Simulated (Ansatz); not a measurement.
## Ru: pressure and energy change per atom as volume scale varies

Results calculated with Ansatz 0.2.0, not measured. Plane-wave DFT, scalar-relativistic PAW made under PBE with cores redone for the functional, no dispersion; the given relaxed cell is scaled uniformly, energy at zero smearing counts from the unscaled cell, pressure at the given Fermi-Dirac smearing is positive in compression.

The cell before it is scaled or strained (space group P6_3/mmc, No. 194):
```
Ru
1.0
      2.7686     0.0000     0.0000
     -1.3843     2.3976     0.0000
      0.0000     0.0000     4.3443
Ru
2
Direct
  0.33333 0.66667 0.25000
  0.66667 0.33333 0.75000
```

Settings of every row: spin polarised yes; functional BLYP; wave cutoff 420 eV; smearing width 0.05 eV; k mesh 21x21x12.

Atom:
| element | starting moment (Bohr magneton) |
| --- | --- |
| Ru | 1 |
| Ru | 1 |

Limits: all rows lie far from zero pressure.

| row | volume scale | V (Å³/atom) | pressure (GPa) | energy change per atom (meV) |
| --- | --- | --- | --- | --- |
| 1 | 0.88 | 12.688 | 47.2 | 224.68 |
| 2 | 0.92 | 13.265 | 27.66 | 91.54 |
| 3 | 0.96 | 13.842 | 12.24 | 21.04 |
| 4 | 1.04 | 14.995 | ? | ? |
| 5 | 1.08 | 15.572 | -17.06 | 66.62 |
| 6 | 1.12 | 16.149 | -22.93 | 139.29 |

Largest site moment is 0 Bohr magneton in every row.

Question: what pressure and energy change per atom should row 4 give?

Worked fit of pressure. Take u = (V_r/V)^(2/3) − 1 with V_r = 13.842 Å³ an atom, which is twice the finite (Eulerian) strain; such expansions in the strain, on which the Birch-Murnaghan equation of state is built, carry the rest volume and the bulk modulus. The shown rows have u = 0.05975, 0.02879, 0, -0.07551, -0.09766. Least squares give pressure = 12.251 + 498.32 × u + 1427.2 × u² GPa; a straight line predicts inner rows, each left out in turn, worse (root mean square 3.8 against 0.21 GPa). The rows lie off it by 0.08, -0.12, -0.01, 0.18, -0.13 (root mean square 0.12 GPa). The pressure vanishes at u = -0.0266, or V = 14.41 Å³ an atom, and there the bulk modulus at fixed shape and fractions is B = −V dP/dV = (2/3)(1 + u) dP/du = 274 GPa. Letting shape and atoms relax would as a rule lower it, by much in layered, chain or molecular crystals. The withheld row has u = -0.05194, so the fit gives 12.251 + 498.32 × (-0.05194) + 1427.2 × (-0.05194)² = -9.78 GPa.

The calculation gave -9.53 GPa. The fit lies 0.25 GPa (2.6 % of the value, 0.36 % of the column's range) below it; its largest miss of a shown row is 0.18 GPa.

Worked fit of energy change per atom. Take u = (V_r/V)^(2/3) − 1 with V_r = 13.842 Å³ an atom, which is twice the finite (Eulerian) strain; such expansions in the strain, on which the Birch-Murnaghan equation of state is built, carry the rest volume and the bulk modulus. The shown rows have u = 0.05975, 0.02879, 0, -0.07551, -0.09766. Least squares give energy change per atom = 21.265 + 1639.31 × u + 29309.2 × u² meV; a straight line predicts inner rows, each left out in turn, worse (root mean square 77 against 2.3 meV). The rows lie off it by 0.83, -1.21, -0.23, 2.03, -1.42 (root mean square 1.3 meV). The withheld row has u = -0.05194, so the fit gives 21.265 + 1639.31 × (-0.05194) + 29309.2 × (-0.05194)² = 15.19 meV.

The calculation gave 17.97 meV. The fit lies 2.78 meV (15 % of the value, 1.3 % of the column's range) below it; its largest miss of a shown row is 2.03 meV.
